Q: I have the energies of an iridium crystal sheared in two ways at once. Each column holds one shear fixed and each row changes the other. What is being done to the crystal, and why is the pattern so regular?

Free energy of fcc iridium (one-atom cell) under two homogeneous engineering shears, the first xz and the second yz in the cubic axes, relative to the relaxed crystal. Calculated with Ansatz 0.2.0 using scalar-relativistic, non-spin-polarized LDA and PAW, a 420 eV plane-wave cutoff, a 20×20×20 k mesh and Gaussian smearing of 0.15 eV.

```tsv
second strain	free energy change at first strain 0 (meV an atom)	free energy change at first strain 0.055 (meV an atom)	free energy change at first strain 0.11 (meV an atom)	free energy change at first strain 0.165 (meV an atom)	free energy change at first strain 0.22 (meV an atom)
-0.2200	631.6	664.5	761.1	919.8	1144.0
-0.1650	355.2	390.1	495.1	670.6	919.8
-0.1100	158.6	195.8	308.0	495.1	761.1
-0.0550	40.1	79.1	195.8	390.1	664.5
0.0000	0.0	40.1	158.6	355.2	631.6
0.0550	40.1	79.1	195.8	390.1	664.5
0.1100	158.6	195.8	308.0	495.1	761.1
0.1650	355.2	390.1	495.1	670.6	919.8
0.2200	631.6	664.5	761.1	919.8	1144.0
```

A: Picture the crystal as a stack of flat square layers, the (001) planes. The first strain, which I call $g_1$, leans the stack along one cube edge lying in the layers. The second, $g_2$, leans it along the other edge, at right angles. Both are engineering shears, so 0.1 means that a layer shifts sideways by about a tenth of its height in the stack.

The regularity is the symmetry of the cube. A half-turn about either cube edge lying in the layers reverses one shear and leaves the other as it was, so the sign of either shear cannot matter. A quarter-turn about the stacking direction exchanges the two, apart from signs. The energy can therefore hold only even powers of each shear, and it must treat both alike. The map makes use of this: only one of each set of equivalent points was computed, and the others are copies. The exact equalities in the table are therefore no separate test of the symmetry.

Q: So is it simply a round parabolic bowl?

A: Close to the bottom, yes. To lowest order the energy per atom is

$$E \approx \tfrac12 C_{44}V\,(g_1^2+g_2^2),$$

where $V$ is the volume per atom and $C_{44}$ is the shear modulus of the cubic crystal. Only the total lean $\sqrt{g_1^2+g_2^2}$ counts here, and its direction does not. With one shear alone the parabola even survives to large strain: the modulus deduced from the energy is 307 GPa at a shear of 0.055 and still 302 GPa at 0.22.

Q: Then I can work out each shear separately and add the two energies?

A: For small shears you can, but the sum becomes too high as both grow. One shear of 0.22 costs 631.6 meV per atom, so two should cost twice that, 1263.2 meV. The table has 1144.0 meV at the corner. The second shear has cost only 81% of what it costs in an unstrained crystal.

The direction of the lean is what matters. Two equal shears of 0.165 make a total lean of 0.233, hardly more than a single shear of 0.22. Yet the modulus deduced in the same way is 285 GPa for the equal pair and 302 GPa for the single shear. The bowl is softer along its diagonals than along its axes.

Q: Why should the crystal care about the direction in which it leans?

A: Because each layer rests in the hollows of the layer below. A single shear pushes its atoms from the hollows straight towards the tops of atoms underneath. Two equal shears push them along the diagonal, towards the bridge between two atoms. If the layer spacing is held, an atom on top would sit only 1.9 Å from the one below, while an atom on the bridge keeps about 2.3 Å from each of two. The bridge is the easier way out of the hollow.

A marble in an egg tray behaves in the same way. Near the bottom of a cup it feels an equal slope in every direction, but farther up it finds the low saddle to the next cup easier than the peak. The likeness covers the order of hollow, saddle and peak. It doesn't give their heights, because in the metal all layers shift together and the electrons respond.

Q: Can you turn that picture into a number?

A: Yes, with the simplest wavy landscape that has the period of a square layer. It is one cosine along each of the two diagonals, with a single energy scale $W$:

$$E=W\left\{1-\tfrac12\cos[\pi(g_1+g_2)]-\tfrac12\cos[\pi(g_1-g_2)]\right\}=W\,(1-\cos\pi g_1\,\cos\pi g_2).$$

I set $W$ from one entry, the single shear of 0.055 with its 40.1 meV. Since $\cos(0.055\pi)=0.9851$, this gives $W=40.1/(1-0.9851)\approx 2690$ meV. At the corner $\cos(0.22\pi)=0.7705$, so the estimate is $2690\times(1-0.7705^2)\approx 1090$ meV. The corner had no part in setting the scale, and the estimate is about 4% below the computed energy. A parabola through the same small-shear entry, with the two shears simply added, is 12% too high. The agreement supports the picture of sliding layers but doesn't prove it, because the computed energy was not divided into contributions.

Q: Is there a rule that I can apply without the algebra?

A: The formula says that a shear already present multiplies the cost of the other by its own cosine, $\cos\pi g_1$. Take 0.11 already present, at a cost of 158.6 meV, and add 0.22. The factor is 0.94, so the added cost is about $0.94\times 631.6\approx 594$ meV and the total about 753 meV. The table has 761.1 meV. The factor stays near one for small shears and then drops ever faster, which is why the departure from simple addition hardly shows near the centre and is plain at the corners.

For another pair of equal shears at right angles, ask the same question of the layers. If the combined shift leads towards lower ground than either shift alone, expect the pair to cost less than the sum. Two leans along the diagonals, by contrast, simply add in this formula, because each has a cosine of its own. Shears that are not at right angles already affect each other at small strain, so the rule doesn't cover them.

Q: Where does the sliding picture fail?

A: It makes the crystal too soft. For a single shear of 0.22 the shortfall is only 2% of the computed energy. The saving from having both shears at 0.22 is overstated more clearly: 142 meV in the model against 119 meV in the calculation. The model keeps the layers at a fixed distance, whereas a shear applied without rotating the crystal also brings them slightly closer together. That may supply some of the lost stiffness, but I haven't tested it separately.

Q: Couldn't I forget the layers and just count squeezed and stretched bonds?

A: Bonds give a useful second view of the same motion. If the strain is applied without rotation, one shear of 0.22 shortens two of each atom's twelve closest contacts from 2.695 Å to about 2.40 Å. The second shear squeezes another set of bonds to a similar length, but it does not squeeze the first set any further; it even lengthens them slightly. That too makes the pair cheaper than the sum.

As a complete account, however, the bond count does worse. I tried a sum of Morse curves, which rise steeply on compression and gently on stretching, over nearest neighbours only. Their steepness was a rough recalled value and their scale came from the same small-shear entry. The sum puts the corner 20% above the computed energy and lets the second shear keep 92% of its cost, where the calculation has 81%. Independent bonds of this kind are too stiff, and the sliding layers are somewhat too soft. The printed analysis after this text sets the two side by side.

Q: What may I carry over to a real piece of iridium?

A: Use the modulus for small elastic strains, with some allowance. A rough recalled measured value is 260 GPa, well below the computed one. LDA often makes heavy transition metals too stiff, and the calculation also leaves out temperature and spin–orbit coupling, so I wouldn't assign the whole difference to the functional.

The outer parts of the map describe a perfect crystal forced to shear uniformly. Ordinary metal yields far earlier, because dislocations let it slip a little at a time, mainly along its close-packed planes and not along the square layers pictured here. The cell was also held to the two chosen shears. The single atom in it has no internal position to adjust, but a cell free to change its other lengths and angles could lower its energy. The corner energies are therefore the cost of an imposed shape, and the softer diagonal belongs to that imposed shape as well.

Printed output of the fit:

```
Cost of adding a shear of 0.22 to the row's shear:
     row  cost in meV  percent of cost from rest  sliding percent  bond percent
   -0.22        512.4                      81.13            77.05         92.07
  -0.165        564.6                      89.39            86.86         95.63
   -0.11        602.5                      95.39            94.09         98.09
  -0.055        624.4                      98.86            98.51         99.53
     0.0        631.6                        100              100           100
   0.055        624.4                      98.86            98.51         99.53
    0.11        602.5                      95.39            94.09         98.09
   0.165        564.6                      89.39            86.86         95.63
    0.22        512.4                      81.13            77.05         92.07
C44 from single shear 0.055 in GPa: 306.9
C44 from single shear 0.22 in GPa: 302.1
same measure for equal shears 0.165 (total shear 0.233) in GPa: 285.1
single shear 0.22 by parabola in meV: 641.6
single shear 0.22 by sliding layers in meV: 618
single shear 0.22 by bonds in meV: 712
corner by additive parabola in meV: 1283
corner by sliding layers in meV: 1094
corner by bonds in meV: 1368
Coupling at equal shears 0.11 then 0.165 then 0.22 is in the next lines:
     row  size of row shear
   -0.22               0.22
  -0.165              0.165
   -0.11               0.11
  -0.055              0.055
     0.0                  0
   0.055              0.055
    0.11               0.11
   0.165              0.165
    0.22               0.22
computed couplings in meV: -9.2, -39.8, -119.2
sliding couplings in meV: -9.412, -46.47, -141.8
shortest contact at one shear 0.22 and at two in angstrom: 2.399, 2.408
```
